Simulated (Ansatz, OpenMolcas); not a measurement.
## A ladder of methods for CH6GaN (SMILES [CH3][GaH][NH2])

CH6GaN has 9 atoms, charge 0, and is taken as a singlet. SMILES: `[CH3][GaH][NH2]`. The shape is that of a PBE0-D4/def2-TZVP optimisation.

```xyz
9

C    -0.2791    0.9447   -1.1248
Ga    0.5134   -0.5319   -0.1044
N    -0.0682   -0.8076    1.5968
H    -0.7560    0.5683   -2.0331
H     0.4934    1.6522   -1.4356
H    -1.0263    1.4835   -0.5401
H     1.6179   -1.5213   -0.6087
H     0.2765   -1.5366    2.1977
H    -0.7716   -0.2513    2.0522
```

Quantity: the energy change with the Ga2–N3 bond stretched from 1.819 to 3.274 Å, in eV. The values are calculated.

```
                                              level                    kind     program  value (eV)  CPU time (all runs)
     HF/6-31G* (spherical functions) (unrestricted)            Hartree–Fock  OpenMolcas        3.21                 25 s
    SVWN5/6-31G* (spherical functions) (restricted)                     LDA  OpenMolcas        4.63                 55 s
     BLYP/6-31G* (spherical functions) (restricted)                     GGA      Ansatz        3.97                 13 s
    B3LYP/6-31G* (spherical functions) (restricted)           global hybrid  OpenMolcas        4.47                 83 s
CAM-B3LYP/6-31G* (spherical functions) (restricted)  range-separated hybrid      Ansatz        4.92                 18 s
   B2PLYP/6-31G* (spherical functions) (restricted)           double hybrid      Ansatz        4.65                 23 s
 RPA@PBE0/6-31G* (spherical functions) (restricted)                     RPA      Ansatz        4.62                 32 s
      MP2/6-31G* (spherical functions) (restricted)     perturbation theory      Ansatz        5.00                6.2 s
  BCCD(T)/6-31G* (spherical functions) (restricted)   coupled cluster or CI      Ansatz        4.76                 36 s
```

All-electron rows without a relativistic Hamiltonian named are non-relativistic. The first shape isn't each level's own minimum. The values span 3.21 to 5.00 eV. Spin contamination of the reference (⟨S²⟩ at least 0.1 too high) touches HF/6-31G*. In the correlated wave-function rows the outer d shell of Ga is correlated, in sets not made for it. CPU times are rough (shared hosts, several kinds of processor): they show what a rung costs within a factor of a few.

Pulling the amido group away from gallium costs several electronvolts at every level, as expected for a strong, polar covalent Ga–N bond. The stretch removes most of the σ overlap between gallium and the more electronegative nitrogen, along with the modest donation from the nitrogen lone pair into the formally empty Ga 4p orbital.

Among the restricted results, the cost rises from BLYP (3.97 eV) through B3LYP (4.47 eV) to CAM-B3LYP (4.92 eV), probably because exact exchange penalises the excess ionic character that a closed-shell determinant keeps in a stretched bond. B2PLYP, at 4.65 eV, shows that the cost doesn't follow the exchange fraction alone once perturbative correlation enters. LDA lies close to BCCD(T), but given its usual overbinding this agreement suggests cancellation of errors rather than a sound description. The gap between Hartree–Fock and the correlated methods isn't a clean measure of correlation, since the spin restriction changes too. None of these values is a bond dissociation energy, as the fragments are neither fully separated nor relaxed.
